**Question**

I am comparing the band gap of rutile TiO₂ from six programs, all run on the same crystal with the same functional.

Calculated values. Kohn-Sham DFT with the PBE functional for rutile TiO₂ in a fixed 6-atom cell, without spin polarisation or spin-orbit coupling. All runs use a 6×6×9 k mesh and Fermi-Dirac occupations with a smearing width of 0.05 eV. The basis column gives the plane-wave cutoff, and both gaps are taken from the levels on the k mesh.

| program | potentials | basis | gap (eV) | direct gap (eV) |
| --- | --- | --- | --- | --- |
| Quantum ESPRESSO | SSSP 1.3 efficiency PBE | 748 eV | 1.85600 | 1.85600 |
| Ansatz | Ansatz PAW | 420 eV | 1.86500 | 1.86500 |
| GPAW | GPAW PAW data sets (gpaw data 1.2.1) | 800 eV | 1.87400 | 1.87400 |
| DFTK | dojo.nc.sr.pbe.v0_4_1.standard | 1143 eV | 1.88400 | 1.88400 |
| ABACUS | PseudoDojo NC SR 0.4.1 PBE standard | 1143 eV | 1.88400 | 1.88400 |
| JDFTx | PseudoDojo SR PBE 0.5 standard | 1143 eV | 1.88400 | 1.88400 |

Three programs print the same gap to the last digit, and the other three come out lower by different amounts. The cutoff in the basis column doesn't sort them: Ansatz has the smallest cutoff but not the smallest gap. The raw level energies confuse me even more, because DFTK puts the top of the valence band near 5.6 eV and ABACUS puts it near 9.1 eV. Which of these differences mean something, and is the majority right?

**Answer**

The three programs that agree use potentials of one family, PseudoDojo, and the other three each use a different set. A potential here is the smooth stand-in for the nucleus and its inner electrons. Two kinds of difference have to be kept apart. A shift of all levels together leaves the gap alone, and it can arise from mere bookkeeping even when the potentials are the same. A shift of the titanium levels against the oxygen levels changes the gap, and a change of potential can cause it. Your results contain a large example of the first and, most likely, a small example of the second.

A molecule of two unlike atoms with one level each shows the difference. Let the levels lie at $\varepsilon_\mathrm{O}$ and $\varepsilon_\mathrm{Ti}$, and let $t$ be the coupling between them. The gap is then

$$E_\mathrm{gap}=\sqrt{(\varepsilon_\mathrm{Ti}-\varepsilon_\mathrm{O})^2+4t^2}.$$

Adding the same constant to both levels changes nothing, while lowering the titanium level alone narrows the gap. The molecule has no bands and no surrounding crystal, so it gives the direction of an effect and not its size.

The 3.5 eV between DFTK and ABACUS is such a constant, and it can be worked out. Close to a nucleus, the potential replaces the steep Coulomb attraction by something gentler. Averaged over the crystal cell, this replacement raises every electron by the same energy $C$, so $N$ electrons gain $NC$ in total. DFTK leaves $C$ out of its levels and lists the total as a separate energy term, 167.37 eV for the 48 electrons of the cell. Hence

$$C=\frac{167.37\ \mathrm{eV}}{48}=3.487\ \mathrm{eV}.$$

ABACUS places both the valence top and the conduction bottom 3.487 eV higher than DFTK does. The estimate has no adjustable constant, and it matches both band edges to the last digit quoted here. The two programs therefore describe the same electrons and count their energies from different zeros. This accounts for the puzzling level energies, but a shift common to both edges can't explain why other programs find a smaller gap.

With the zero out of the way, the choice among DFTK, ABACUS and JDFTx hardly matters for the gap, as their potentials are of one family. The unrounded gaps of the three PseudoDojo rows differ by only 0.15 meV. JDFTx uses a different release of these potentials, and its total energy lies 113 eV above that of ABACUS, yet its gap is the same. Total energies from different potentials have no common reference, so that large number is no sign of a disagreement about the crystal.

The smaller gaps appear where the potential family changes, and the chemistry of TiO₂ suggests why they are sensitive to it. The valence top consists mainly of oxygen 2p states and the lowest conduction levels mainly of titanium 3d states. Each is the first shell of its kind in its atom, with no inner shell of the same angular momentum to keep it away from the nucleus. Both shells are therefore compact and reach into the region where the true potential has been replaced. Small errors made there for titanium and for oxygen have no reason to be equal, and their difference goes into the gap. This argument doesn't say which set must give the smallest gap, so the order of the three lower rows is a result of the runs and not a prediction.

The levels at the centre of the Brillouin zone, printed by four of the programs, fit this picture, though they can't tell an effect of the potential from one of the cutoff. I took the distance from the average of the four highest valence levels to the average of the two lowest conduction levels. It grows in the same order as the gap, from Quantum ESPRESSO through Ansatz and GPAW to JDFTx, by 30 meV in total. That order is partly built in, since the gap on this mesh lies at the zone centre and is thus contained in the distance. The better sign is that the separation within the conduction pair varies by only 6 meV, so these two levels move together. The valence group is less rigid, as its lowest level shifts by up to 14 meV against the valence top. The two groups therefore move apart only roughly as blocks. The picture is weakest between Quantum ESPRESSO and Ansatz, where only about half of the 9 meV step in the gap comes from the blocks and the rest from shifts among the valence levels.

That same step is the one that seems to defy the cutoff. A cutoff sets how sharp a feature the plane waves can draw, and the potential decides how sharp the features are. The norm-conserving potentials of the PseudoDojo rows smooth the 3d orbital near the nucleus but make the plane waves carry its full charge there, which calls for a high cutoff. The PAW and ultrasoft methods of the other three rows restore the sharp part separately near each atom, so a lower cutoff can serve them equally well. Ranking the rows by cutoff therefore doesn't rank their quality. How much of each offset would vanish at a higher cutoff is untested, because potential and cutoff change together here.

The majority isn't evidence of being right, since three programs with nearly the same potentials amount to one opinion held three times. Nor would agreement among all six make the gap realistic. The measured gap of rutile is roughly 3 eV, a rough recalled value, which puts the PseudoDojo result about 1.1 eV too low. That shortfall is some 40 times the whole spread between the programs. Most of it is the well-known gap error of semi-local functionals such as PBE, which every row shares.

For rutile with PBE and set-ups like these, a difference of up to about 0.03 eV between gaps can come from potentials and cutoffs alone. Another compound needs its own comparison. If you want to follow a small change in the gap, for instance under strain, keep the program, potentials and cutoff the same throughout, so that most of the offset cancels. A useful test would be a single program that can read several of these potential sets, run with each at its own cutoff. By the reasoning above, it should show much the same steps in the gap, whereas a series of different programs sharing one potential should be nearly flat. The printed analysis below lists the offsets and level distances used here.

Output of the analysis:

```
Gap against the mean of the PseudoDojo rows:
               row  gap in eV  offset in meV
  Quantum ESPRESSO      1.856            -28
            Ansatz      1.865            -19
              GPAW      1.874            -10
              DFTK      1.884       2.22e-13
            ABACUS      1.884       2.22e-13
             JDFTx      1.884       2.22e-13
Spread of the unrounded gap within the PseudoDojo rows (meV): 0.151
Spread of the unrounded gap over all six rows (meV): 27.7
Spread over all rows as percentage of the PseudoDojo gap: 1.471
Ansatz gap less Quantum ESPRESSO gap (meV): 9
Valence top in ABACUS less that in DFTK (eV): 3.487
Conduction bottom in ABACUS less that in DFTK (eV): 3.487
Estimated common shift from the DFTK correction energy per electron (eV): 3.487
Total energy in JDFTx less that in ABACUS (eV per cell): 113
Total energy in DFTK less that in ABACUS (meV per cell): 5.09
Mean of conduction pair less mean of four valence levels in QE, Ansatz, GPAW, JDFTx (eV): Quantum ESPRESSO 2.407, Ansatz 2.411, GPAW 2.423, JDFTx 2.436
Spread of that distance between the groups (meV): 29.75
Spread of the separation inside the conduction pair (meV): 6
Spread of the lowest of the four valence levels from the valence top (meV): 14
Rough shortfall of the PseudoDojo gap against the recalled measured gap (eV): 1.116
Rough ratio of that shortfall to the spread over programs: 40.28
```
